## One electron per hole

Each electron in a solid keeps others of the same spin away from itself. The density thus removed from its surroundings, the exchange hole, adds up to exactly one electron, whether the crystal is compressed or stretched. In an insulator most of the hole lies within about a bond length.

An interaction that varies slowly over several bond lengths hardly notices the shape of such a hole. It sees mainly the total charge, which is always one. The slowly varying part of exchange therefore gives nearly the same energy per electron at any volume, and an energy that doesn't change with volume exerts no pressure.

This count helps to order five hybrid functionals, which mix exact exchange into a density functional. All are applied to the same dense form of boron nitride, a three-dimensional network with six B–N contacts per atom. The atoms stay where the r2SCAN functional put them. A negative pressure means that the functional at hand would like a smaller cell.

Hybrid density functional calculations with Ansatz 0.2.0 for boron nitride (P6₃/mmc, 4 atoms per cell) at the fixed r2SCAN geometry, using spin-unpolarised plane waves, PAW potentials and a 9×9×4 k mesh. Pressure and stress are positive in compression; the exchange and self-consistency thresholds are loose for stresses.

| functional | wave cutoff | pressure (GPa) | stress xx (GPa) | stress zz (GPa) |
| --- | --- | --- | --- | --- |
| DDH-PBE0 | 420 eV | -1.400 | -2.400 | 0.700 |
| HSE06 | 420 eV | -7.800 | -9.200 | -5.100 |
| LC-wPBE | 420 eV | -14.100 | -16.000 | -10.400 |
| PBE0 | 420 eV | -7.900 | -9.200 | -5.300 |
| r2SCANh | 500 eV | -3.900 | -4.200 | -3.400 |

All five pressures are negative, which taken at face value is a call for contraction. The pull is weakest in DDH-PBE0, stronger in r2SCANh, stronger again in HSE06 and PBE0, which tie, and strongest in LC-wPBE. The band gaps of the same calculations rise in this very order, so it is tempting to read the stress from the gap. The tied pair shows why that fails.

## More exact exchange pulls the cell inward

DDH-PBE0 and PBE0 differ only in the fraction of exact exchange. PBE0 takes one quarter; DDH-PBE0 takes the inverse of the dielectric constant, and its smaller gap indicates that this is less than a quarter. Going from DDH-PBE0 to PBE0 lowers the pressure by 6.5 GPa. In this crystal, then, a larger fraction favours a smaller cell.

Theory offers a reason. PBE's own exchange rewards regions where the density is low and changes steeply, and such regions grow between the atoms as bonds lengthen. In many solids PBE makes this reward too large, which biases it towards long bonds. Exact exchange doesn't share that error, so each portion of PBE exchange that it replaces should remove some of the outward push.

For a sense of scale, cubic boron nitride has a bulk modulus of roughly 400 GPa, a recalled value. If the present network is about as stiff, PBE0's pressure of −7.9 GPa corresponds to a volume smaller by some 2%. A finite plane-wave cutoff can make pressures too negative, so differences between rows with the same cutoff are safer than the pressures themselves.

## Why HSE06 and PBE0 tie

HSE06 and PBE0 both use one quarter of exact exchange at short distances. PBE0 keeps it at all distances, while HSE06 fades it out over about 5 Å and leaves the long-range part to PBE. That length is well beyond the B–N contact of 1.75 Å. Even at the contact, HSE06 has already passed part of the exact exchange to PBE, but the interaction in this part varies little across the bond. The two functionals thus differ only in a slowly varying tail, for which little more than the charge of the hole counts.

The tail of the interaction is erf(wr)/r, where r is the distance between two electrons and w is the inverse of the fading length. For r well below 1/w this is nearly the constant 2w/√π. N electrons, each with a hole of one electron, then have the long-range exchange energy −N·w/√π; the factor 2 has gone because each pair is counted once. The hole assumed by PBE also holds one electron, so exchanging one description for the other leaves the total energy almost unchanged.

Single levels do feel the exchange. Under a constant interaction, exact exchange lowers every filled state by 2w/√π and leaves empty states where they are. The PBE tail lowers both kinds by w/√π. Replacing PBE by exact exchange therefore moves filled states down and empty states up by equal amounts, which opens the gap with hardly any effect on the stress.

## The estimate in numbers

The standard HSE06 value of w is 0.11 per bohr. Then w/√π is 0.062 hartree, or 1.7 eV, and one quarter of this is 0.42 eV. From HSE06 to PBE0 the top of the valence bands should fall by that amount and the bottom of the conduction bands should rise by it. In the calculation each edge moves by 0.37 eV, in the predicted direction.

The formula has no adjusted constant, and its gap change is 15% above the computed one. It probably overshoots because the tail isn't quite constant, which the states near the gap feel most: averaged over all filled levels, the fall is 0.41 eV, close to the estimate. The symmetry of the two shifts is the more telling result, since the one-electron count for both kinds of exchange predicts it. That it is near-perfect at the band edges is partly luck: at the centre of the Brillouin zone the highest filled level falls by 0.39 eV and the lowest empty one rises by 0.36 eV.

The energies agree with this picture. For the 16 valence electrons of the cell the formula gives 16 × 0.422 ≈ 6.8 eV of long-range exchange. The calculation gains 6.6 eV of exact exchange on going to PBE0 and gives up 6.3 eV of the PBE kind. The gap grows by 0.7 eV, yet the pressures differ by less than 0.1 GPa and stress zz by 0.2 GPa, too little to interpret with loosely converged stresses.

So close a tie is more than the count promises. The exact and PBE parts fall short of the formula by about 0.1 and 0.4 eV, and these remainders should change with the size of the cell. If they grow in proportion to its edge, the larger one is expected to be worth about 1 GPa; if they grow with the square of its edge, about 2 GPa. The smaller one has the same sign, so that they partly cancel in the difference. The count explains why the step is small beside the 6.5 GPa of a changed fraction; it does not explain why the step is almost zero.

## LC-wPBE: the tail reaches the bond

LC-wPBE also separates short from long distances, but its standard w is about 0.4 per bohr. The changeover length is then only 1.3 Å, shorter than the B–N contact. Its "long range" includes the bond itself, and the interaction can no longer pass for a constant across the hole.

Across the changeover the share of exact exchange in LC-wPBE rises smoothly towards the full amount instead of a quarter. By the argument above this should widen the gap strongly and also act on the bonds. The calculation gives a gap of 7.8 eV and a pressure 6.2 GPa below that of PBE0. That exact exchange at bonding distances causes the extra pull is an inference, because the short-range part differs as well: there this functional has no exact exchange, where PBE0 has a quarter.

The useful comparison for a related hybrid is between its changeover length and the bond length. A change far outside the bond should mainly move the gap; a change at the bond should move the stress too.

## Pressure can hide a distorted cell

DDH-PBE0 has the pressure closest to zero, but its cell is not at rest. Its stress xx is −2.4 GPa and its stress zz is +0.7 GPa, so, taken at face value, it wants shorter a and b edges and a longer c edge. With this cutoff and loose convergence, the signs of such small stresses are insecure. In PBE0 both stresses are lower by similar amounts, 6.8 and 6.0 GPa, so that stress zz turns negative too. The mixed signs thus arise where a nearly uniform shift passes through zero.

In r2SCANh the two stresses differ by only 0.8 GPa, against 3 GPa or more in the other rows. A likely reason is that the cell was shaped by r2SCAN, its parent functional, whereas the others descend from PBE. Its pressure of −3.9 GPa has the sign that added exact exchange would give, but the parent and the cutoff differ too, so its place in the order can't be credited to the exchange fraction alone.
